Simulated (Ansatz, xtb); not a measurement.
**C3H9Sb (SbH2(iPr)): the dipole moment, rung by rung**

C3H9Sb: 13 atoms, total charge 0, spin state singlet. SMILES: `[H][Sb]([H])[CH](C)C`. Geometry: a GFN2-xTB relaxation, a rough one for these elements and not checked as a minimum. This is one conformer, not always the lowest.

```xyz
13

Sb    0.9438    1.6599    0.8720
H     2.3297    1.6184   -0.1180
H     0.2854    2.8246   -0.1822
C     0.0190    0.0170   -0.2508
C    -1.4709   -0.0283    0.0288
C     0.6896   -1.2973    0.0996
H     0.1804    0.2340   -1.3085
H    -1.9416    0.9209   -0.2236
H    -1.6619   -0.2380    1.0807
H    -1.9475   -0.8116   -0.5612
H     0.2655   -2.1131   -0.4868
H     1.7587   -1.2522   -0.1038
H     0.5497   -1.5342    1.1540
```

Quantity: the dipole moment, in D. The values are calculated.

```json
{"level": "GFN2-xTB", "kind": "semi-empirical", "program": "xtb", "value (D)": "1.17", "less CCSD(T)/3-21G": "+0.27"}
{"level": "GFN0-xTB", "kind": "semi-empirical", "program": "xtb", "value (D)": "3.28", "less CCSD(T)/3-21G": "+2.38"}
{"level": "GFN1-xTB", "kind": "semi-empirical", "program": "xtb", "value (D)": "1.96", "less CCSD(T)/3-21G": "+1.06"}
{"level": "HF/STO-3G", "kind": "Hartree–Fock", "program": "Ansatz", "value (D)": "0.60", "less CCSD(T)/3-21G": "-0.30"}
{"level": "HF/3-21G", "kind": "Hartree–Fock", "program": "Ansatz", "value (D)": "0.86", "less CCSD(T)/3-21G": "-0.04"}
{"level": "HF/def2-SVP (core potential)", "kind": "Hartree–Fock", "program": "Ansatz", "value (D)": "0.91", "less CCSD(T)/3-21G": "+0.01"}
{"level": "PBE0/def2-SVP (core potential)", "kind": "global hybrid", "program": "Ansatz", "value (D)": "0.91", "less CCSD(T)/3-21G": "+0.01"}
{"level": "PBE0/def2-SVPD (core potential)", "kind": "global hybrid", "program": "Ansatz", "value (D)": "0.94", "less CCSD(T)/3-21G": "+0.04"}
{"level": "CCSD(T)/3-21G", "kind": "coupled cluster or CI", "program": "Ansatz", "value (D)": "0.90", "less CCSD(T)/3-21G": "0.00"}
```

CCSD(T)/3-21G is the highest level here, not the true value. All-electron rows without a relativistic Hamiltonian named are non-relativistic, while core potentials hold scalar relativity, so basis and relativity change together. The values span 0.60 to 3.28 D. High-level rows in very small sets aren't better than simpler rows in larger ones. In the correlated wave-function rows the outer d shell of Sb is correlated, in sets not made for it. Magnitudes only. Sets without polarisation functions give poor dipoles.

The Hartree–Fock, PBE0 and coupled-cluster values lie close together, apart from the minimal-basis result of 0.60 D, and describe a weakly polar stibine. Correlation changes little within 3-21G, where the dipole goes from 0.86 to 0.90 D. HF and PBE0 coincide at 0.91 D in def2-SVP, and diffuse functions raise the PBE0 value only to 0.94 D.

A small moment fits the bonding. Antimony and hydrogen are close in electronegativity, so the Sb–H bonds are weakly polar, while the Sb–C bond is polarised towards carbon. The antimony lone pair has largely 5s character and is therefore less directional than the lone pair of an amine, which limits its contribution.

The tight-binding models all lie higher, most of all GFN0-xTB at 3.28 D, probably because its charges do not relax self-consistently with the electronic structure. The matching HF and PBE0 totals do not establish that the two methods give the same charge distribution, since differing bond and lone-pair contributions can add up to the same moment.
